Suppose that every bond between two lead atoms had its own fixed strength and length, whatever other bonds the two atoms form. An atom in the diamond structure has 4 nearest neighbours where one in a close-packed structure has 12, so it would keep only a third of the cohesion, the energy that holds the solid together. Its bonds would be as long as before. The solid would then more than double its volume, because the diamond network is mostly empty space. Density-functional calculations on six structures put both consequences to the test.

Lead in six structures, computed with Ansatz 0.2.0: PBEsol, plane waves (cutoff 420 eV) with scalar-relativistic PAW, no spin polarisation, Fermi-Dirac smearing of 0.1 eV. Energies are extrapolated to zero smearing and count from the lowest structure listed, which need not be the ground state. Volumes and bulk moduli come from equation-of-state fits.

```
        structure  space group of the relaxed cell  neighbours within 15 % of the shortest distance    k mesh  energy above lowest (meV/atom)  neighbour distance (Å)  volume per atom (Å³)  bulk modulus (GPa)
             dhcp                         P6_3/mmc                                               12   12×12×4                               0                   3.477                 29.98                47.5
              hcp                         P6_3/mmc                                               12   12×12×6                               2                   3.476                 29.80                47.7
              bcc                            Im-3m                                                8  13×13×13                              30                   3.387                 29.88                47.0
omega (AlB2-type)                           P6/mmm                                               14    8×8×11                              35                   3.379                 30.22                47.2
     simple cubic                            Pm-3m                                                6  11×11×11                             196                   3.181                 32.27                42.9
          diamond                            Fd-3m                                                4     9×9×9                             319                   2.993                 41.17                30.5
```

The bonds do not keep their length. The neighbour distance falls from 3.477 Å in dhcp, a close-packed structure, to 2.993 Å in diamond, with simple cubic in between. The volume per atom nevertheless rises, because the shorter bonds make up for only part of the empty space. With bonds of the dhcp length, diamond would need about 65 Å³ per atom; the calculation gives 41.17 Å³.

The energies speak against independent bonds even more clearly. If diamond had lost two thirds of its cohesion, and this loss were the 319 meV per atom in the table, the whole cohesion would be 319/(2/3), or about 480 meV per atom. The measured value for lead is roughly 2 eV per atom, a figure recalled and not computed here. Simple cubic, which has half the close-packed number of neighbours, leads to the same contradiction. Removing neighbours costs far less than counting bonds suggests, so the remaining bonds must have become stronger.

A second explanation starts from the metal as a whole. Lead's outer electrons spread through the solid, and one might suppose that their preferred density fixes the volume per atom, leaving the bond length to geometry. The four dense structures, dhcp, hcp, bcc and omega, agree with this: their volumes lie within 2 % of each other. The open structures do not. At the dhcp volume the atoms in simple cubic would be about 3.1 Å apart and those in diamond 2.69 Å, in both cases closer than the calculation allows.

The third explanation is that an atom shares its bonding capacity among its neighbours. Electrons gain energy by spreading from atom to atom, but each additional neighbour adds less to this gain than the one before. The repulsion between atoms, by contrast, is paid in full for every neighbour. With many neighbours, each bond therefore receives a small share of the bonding and settles at a long distance. With few neighbours, each bond receives a large share and can pull the atoms closer together.

A simple model turns this picture into a rule. Let r be the distance from an atom to one of its neighbours and b a decay length, and add up the contributions of all neighbours:

S = Σ exp(−r/b)

The repulsion is taken to be proportional to S. The bonding energy follows the width of the electron band, which varies as the square root of the summed squares of the hopping strengths between atoms. If hopping fades with distance half as fast as the repulsion, its square fades equally fast, and the same S serves for both:

E = a S − h √S

Here E is the energy per atom, and a and h are positive constants of the element. The energy is lowest where √S = h/(2a), and its value there is −h²/(4a). Neither expression contains the structure. Each structure therefore adjusts its distances until S reaches the same value, and to this first approximation all structures end up with the same energy. For Z neighbours at a single distance d, a constant S means

d = constant + b ln Z

Two constants are needed, and the distances in dhcp and diamond supply them. With the second shell of neighbours included at its smaller weight, b comes out at 0.45 Å. Simple cubic took no part in this and can serve as a test. Its 6 nearest neighbours lie at 3.181 Å and 12 more lie 1.32 Å further out, where each counts exp(−1.32/0.45), or about 0.05. That makes 6.6 effective neighbours, against 4.2 for diamond obtained in the same way. The expected distance is then

d = 2.993 Å + 0.45 Å × ln(6.6/4.2) ≈ 3.20 Å

This is 0.02 Å longer than the computed distance, whereas the fixed-volume idea gives one that is about 0.07 Å too short. The estimate uses the computed distance to place the second shell, but that shell carries so little weight that the circularity hardly matters.

The bcc structure shows why neighbours should be weighted and not merely counted. The table lists 8, but 6 more lie only about 15 % further away, just outside the limit used for counting. Take the logarithmic rule with its constants set again from dhcp and diamond, this time with nearest neighbours alone. With 8 neighbours it gives 3.30 Å, and with all 14 counted in full it gives 3.54 Å; the computed distance is 3.387 Å. Weighted by distance, the 14 amount to about 10 effective neighbours, and the rule then comes within 0.01 Å.

Omega needs similar care, because its atoms occupy two kinds of site. The 14 neighbours and the distance in the table describe one kind, while the shortest bond in the crystal, 3.21 Å, joins atoms of the other. Averaged over all sites, omega also has about 10 effective neighbours. Like bcc, it was not used to set the constants, and the rule reproduces its size within 1 % in volume.

The dense structures alone could not have settled the matter, since a fixed volume describes them just as well. The shared-bonding rule accounts for that success too: applied to these four structures, it returns nearly equal volumes. From dhcp to bcc, for example, the effective number of neighbours falls from about 12 to about 10, and the bonds shorten by about 0.1 Å, which roughly offsets the looser packing. The two ideas part company only where the network opens up. Of the structures not used to set the constants, simple cubic alone tells them apart, and it favours shared bonding.

The stiffness of the metal offers a check on the energy scale. In the model, the resistance to compression comes from the curvature of E around its minimum. A uniform expansion changes ln S by −d/(3b) for each unit change in ln V, where V is the volume per atom. With K for the bulk modulus, this gives

cohesion = 18 (b/d)² K V

The dhcp values give about 2.7 eV per atom and the diamond values about 3.2 eV. The formula presupposes the model and is good only for the order of magnitude. Its result, like the recalled cohesion of lead, is several times larger than independent bonds would require.

The model fails where it predicts equal energies for all structures. Simple cubic lies 196 meV per atom above dhcp and diamond lies higher still, differences that are small beside the cohesion but clear in the calculation. The equal energies hang on the assumption that hopping fades exactly half as fast as the repulsion. With a steeper repulsion the logarithmic rule for the distances would survive, but structures with few neighbours would lie higher. Standard chemistry offers a further reason for diamond's high place: lead's two 6s electrons are bound so deeply that they take little part in the four equal bonds that suit carbon or silicon. The calculations do not isolate either effect, so here both remain arguments. They also leave out spin-orbit coupling, which is strong in the 6p electrons of lead and could shift both energies and distances by amounts that have not been tested. In every run the PAW datasets were made for the PBE functional while PBEsol was used, a mismatch whose effect on distances and energies was not tested either.

The smallest energy differences should not be used to rank structures. Dhcp and hcp differ by 2 meV per atom and bcc and omega by 5 meV, while the k meshes vary from structure to structure and the cell shapes of omega, dhcp and hcp are not fully relaxed. The zero of the scale is dhcp, not the face-centred cubic structure that lead adopts in nature. Simple cubic and diamond were held in their symmetry, so their energies show what such an arrangement would cost, not that it would survive.

For practical estimates, the useful quantity is the effective number of neighbours. Within the range covered here, from about 4 to 12, halving that number shortens the bonds in lead by b ln 2, or about 0.3 Å. Whether the solid then swells depends on how much empty space the new arrangement brings. From dhcp to bcc the two effects almost cancel, while in simple cubic and diamond the empty space wins. The numbers rule out independent bonds and a universal volume; that the square-root law is the true cause of the shortening rests on theory, which these distances support but cannot single out.
